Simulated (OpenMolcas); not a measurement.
**CH4BFO2: a line through the functionals**

The species is CH4BFO2 (9 atoms), meant as a singlet with charge 0. As SMILES, `COB(O)F`. The coordinates come from a PBE0-D4/def2-TZVP relaxation. This is one conformer, not always the lowest.

The HOMO–LUMO gap y, in eV, basis def2-SVP; a is the functional's share of exact exchange. Programs: OpenMolcas 26.06.

| functional | program | a | y (eV) |
| --- | --- | --- | --- |
| PBE | OpenMolcas | 0 | 7.56 |
| r2SCAN | OpenMolcas | 0 | 8.78 |
| B3LYP | OpenMolcas | 0.2 | 9.49 |
| PBE0 | OpenMolcas | 0.25 | ? |
| BHLYP | OpenMolcas | 0.5 | 12.49 |

Q: Fit y = c + s·a to the known rows and predict PBE0.

A: 
1. Means of the 4 rows: a = 0.1750, y = 9.580.
2. Σ(Δa)² = 0.1675, Σ(Δa·Δy) = 1.437, so the slope is 1.437/0.1675 = 8.5791.
3. Intercept: 9.580 − (8.5791) × 0.1750 = 8.079. The largest residual of the fit is 0.70.
4. PBE0: 8.079 + (8.5791) × 0.25 = 10.22 eV.

The run gave 10.21 eV, so the prediction is off by +0.01 eV, within the largest residual. Exact exchange lowers occupied levels and raises empty ones. The rows mix families of semi-local functionals, which the line can't see.

The gap widens with each increase in exact exchange, but the two functionals with none, PBE and r2SCAN, already differ by more than the fit's largest residual. Exchange fraction is therefore not the only control: r2SCAN's dependence on the kinetic-energy density gives it an orbital-dependent potential, which probably opens its gap relative to PBE.

The close PBE0 prediction owes something to cancellation. The fitted intercept lies above the PBE value, while the rise from PBE to the computed PBE0 gap is steeper than the fitted slope, and the two errors nearly offset at 0.25. The agreement thus supports interpolation here more than a universal slope.

Chemically, a large gap suits a saturated methoxy group and a boron centre whose formally empty p orbital is raised by π donation from oxygen and fluorine lone pairs. The HOMO is probably mainly of oxygen lone-pair character. Because def2-SVP lacks diffuse functions, the LUMO energy may be poorly described, so the gaps shouldn't be read as optical excitation energies or as converged differences between ionisation energy and electron affinity.
